Ansatz 0.2.0, scalar-relativistic r2SCAN with PAW and collinear spin, for six-atom Ti₂Co cells at fixed geometry; plane-wave cutoff 500 eV, 10×10×10 k mesh, Gaussian smearing 0.1 eV. The last column is per cell: the 82 electrons treated explicitly minus the Löwdin populations of the 3s, 3p, 3d and 4s shells of Ti and Co.

```
volume (Å³/atom)  shortest distance (Å)  electrons outside these shells (e)
          11.685                  2.314                               0.780
          12.193                  2.347                               0.810
          12.701                  2.379                               0.850
          13.209                  2.411                               0.880
          13.971                  2.456                               0.930
          14.987                  2.514                               1.000
```

As this Ti₂Co crystal expands, a growing number of its electrons escapes the count of atomic shells. The number rises from 0.78 to 1.00 electrons per six-atom cell. It is a small part of the 82 electrons that the calculation treats explicitly: about 1.0% in the smallest cell and 1.2% in the largest. The rise is nevertheless regular, and its cause shows what a shell count can and cannot tell about a metal.

The count works as follows. The calculation finds the electron states of the whole crystal and then asks how much of them can be built from a fixed set of atomic orbitals. Here the set holds the 3s, 3p, 3d and 4s orbitals of every Ti and Co atom. The Löwdin method first removes the overlap between these orbitals, so that no electron is counted twice, and then assigns the electrons to atoms and shells. The column "electrons outside these shells" is what remains after all the assigned electrons have been subtracted from 82.

The remainder is therefore a statement about shapes. It is the part of the electron states that the chosen orbitals cannot reproduce, wherever in the crystal that part lies. It isn't the charge in the gaps between atoms, nor charge passed from one element to the other. The Ti and Co 4p orbitals are absent from the set, so whatever 4p character the other orbitals cannot imitate ends up in the remainder.

Two effects of expansion may push the remainder up. The first is geometrical. The orbitals keep their shape and their number while the cell grows, so the same set has more space to describe. In a dense crystal the tails of neighbouring orbitals reach into the region around each atom and can together imitate a missing p orbital. When the atoms move apart, this help weakens.

The second effect concerns which states the electrons occupy. The 4s and 4p electrons of a metal form broad bands of nearly free motion, and squeezing such electrons costs much kinetic energy. Compression therefore raises these bands relative to the more compact 3d states, and electrons move into 3d. Expansion reverses the transfer. Electrons return from 3d to the broad bands, whose 4s part is counted. Their 4p part is not, so the remainder rises as well if that part grows along with 4s. The runs record no 4p population that could confirm this.

The shell populations of the same runs agree with this direction. From the smallest to the largest cell the 3d shells lose 1.07 electrons per cell, and the 4s shells gain 0.49. The remainder takes up another 0.22. The 3d population falls at every step of the series, while the 4s population and the remainder rise at every step.

The rest of the 3d loss, 0.36 electrons, appears as a gain of the 3s and 3p shells, and this needs care. These shells lie deep and should be full, which would mean 48 electrons per cell. The count finds only 47.1 in the smallest cell and 47.4 in the largest. Real electrons hardly leave such shells under these conditions. More probably, overlapping orbitals make the method credit some deep-lying charge to other shells, and less so as the atoms separate. Part of the apparent 3d loss may thus be bookkeeping, and the transfer out of 3d is more certain in its direction than in its size.

It is uncertain whether the occupation of the broad bands can explain the whole rise. The 4s population grows by about 10% over the series, while the remainder grows by 28%. If the uncounted 4p part had merely kept pace with 4s, at most about a third of the rise would be accounted for. Either the 4p part grows faster than the 4s part, or the fixed orbitals describe the expanded crystal less well. Both may contribute, and these populations cannot separate them.

The size of the rise follows a simple rule. The volume also grows by 28%, whereas the shortest distance between atoms grows by only 9%. The remainder thus grows in proportion to the volume. This doesn't show that space matters and bond length does not, because the crystal expands evenly and its volume follows the cube of every distance. If each cubic ångström leaves the same amount undescribed, then

N = c × V

where N is the number of electrons outside the shells per six-atom cell, V is the volume per atom in Å³, and c is a constant. A least-squares fit to the four smallest cells gives c = 0.0667 electrons per Å³/atom.

The largest cell took no part in that fit and can serve as a worked case. Its volume is 14.987 Å³/atom, so the rule gives

N = 0.0667 × 14.987 = 1.00

which is the value in the table. The cell at 13.971 Å³/atom, also left out of the fit, is met equally well. In every row the rule agrees with the table to within the rounding of the printed values.

Because there are six atoms in the cell, the constant corresponds to 0.0667 / 6 = 0.011 electrons per Å³. It would be wrong to picture this as a thin, uniform gas between the atoms. It is only an average of what the orbitals miss. The two effects described above can explain why the remainder rises, but they don't require it to rise in exact proportion to the volume. That proportionality is an observation over a modest range.

The rule must also fail at some larger volume. Well-separated atoms are described almost completely by their own atomic orbitals, provided the set was made for free atoms. The remainder would then have to shrink again. None of the cells here comes near that limit: even the largest is still under a pressure of about 1.6 GPa, and the smallest is under 42 GPa. Expansion in this series means the release of compression.

The steps of the column look slightly uneven at first: 0.03, 0.04 and 0.03 electrons for equal steps in volume. This is rounding. The shell populations, which carry more digits, give steps of 0.035, 0.033 and 0.034. The larger steps at the end of the table simply belong to larger steps in volume.

A real irregularity lies hidden beneath the smooth column. In the four smallest cells the magnetic moments of Ti point the same way as those of Co, though in the very smallest the Ti moment is almost zero, and the shell populations there even give it the opposite sign. At 13.971 and 14.987 Å³/atom they point the opposite way. The moment on each Ti atom goes from +0.31 μB at 13.209 Å³/atom to −0.13 μB in the next cell, and then to −0.50 μB in the largest. The series therefore joins at least two magnetic states, yet the remainder passes from one to the other without a visible jump.

The reason can be read from the Ti 3d shell on either side of the change. At 13.209 Å³/atom it holds 1.81 electrons of one spin and 1.46 of the other. At 13.971 Å³/atom the corresponding numbers are 1.52 and 1.72. The balance between the spins has reversed, but their sum has changed by only a few hundredths of an electron per atom, about as much as in each step before. A moment measures the difference between the two spins, whereas the remainder depends on their sum. Electrons that change spin within a counted shell stay counted.

This is also why the rule fitted to the parallel cells holds for the antiparallel ones. Any effect of the magnetic order on the total, beyond the smooth trend with volume, is too small to see in a column printed to a hundredth of an electron. The finer shell sums put the remainder about 0.004 electrons below the rule at 13.971 Å³/atom and about as much above it at 14.987 Å³/atom, so a small effect isn't excluded. For this one quantity, the six rows can be read as a single trend. For magnetic moments they cannot, and energies or pressures should not be joined across the change without a check.

The division between the elements is less smooth than the total. From 11.685 to 13.209 Å³/atom most of the rise is matched by a loss on Ti, whose summed population falls by 0.09 electrons per cell, against 0.02 for Co. In the next step, where the magnetic order changes, the Ti sum stays level and Co loses 0.05. In the last step both elements lose similar amounts. A smooth total can thus hide a change in its parts.

It is tempting to blame the magnetic change for this shift from Ti to Co. The timing fits, and a different spin arrangement does alter how the 3d states of the two elements mix. But the volume changes in the same step, so the two influences cannot be told apart. The cell at 13.971 Å³/atom carries a further doubt, because a lower free energy was seen during its run. Its division between Ti and Co may belong to a state that is not the lowest. None of the other five states was checked for stability either.

For practical use, the remainder is best treated as a measure of how well the orbital set fits the crystal. A rise on expansion is by itself no proof of a changed bond or of charge moving between elements. In this series the remainder divided by the volume is constant within the printed digits. Other crystals and other orbital sets need not share this.

The same caution applies to single shells. A change of a few tenths of an electron per cell in 3d or 4s is comparable with the apparent gain of the deep shells, which should hardly change at all. Directions that persist through every row deserve more trust than the sizes of single changes. The numbers also belong to this particular arrangement, a compact six-atom cell with Ti on the smaller site, and not to the larger cell in which Ti₂Co is known to crystallise.

What stays open is whether the magnetic order itself decides how the loss of counted electrons is shared between Ti and Co. Two calculations at one volume would test it, one with Ti parallel to Co and one with Ti antiparallel, each checked for a lower state. If the division between Ti and Co differed between them, the magnetic order would be at least part of the cause. If it did not, the expansion would be the likelier one.
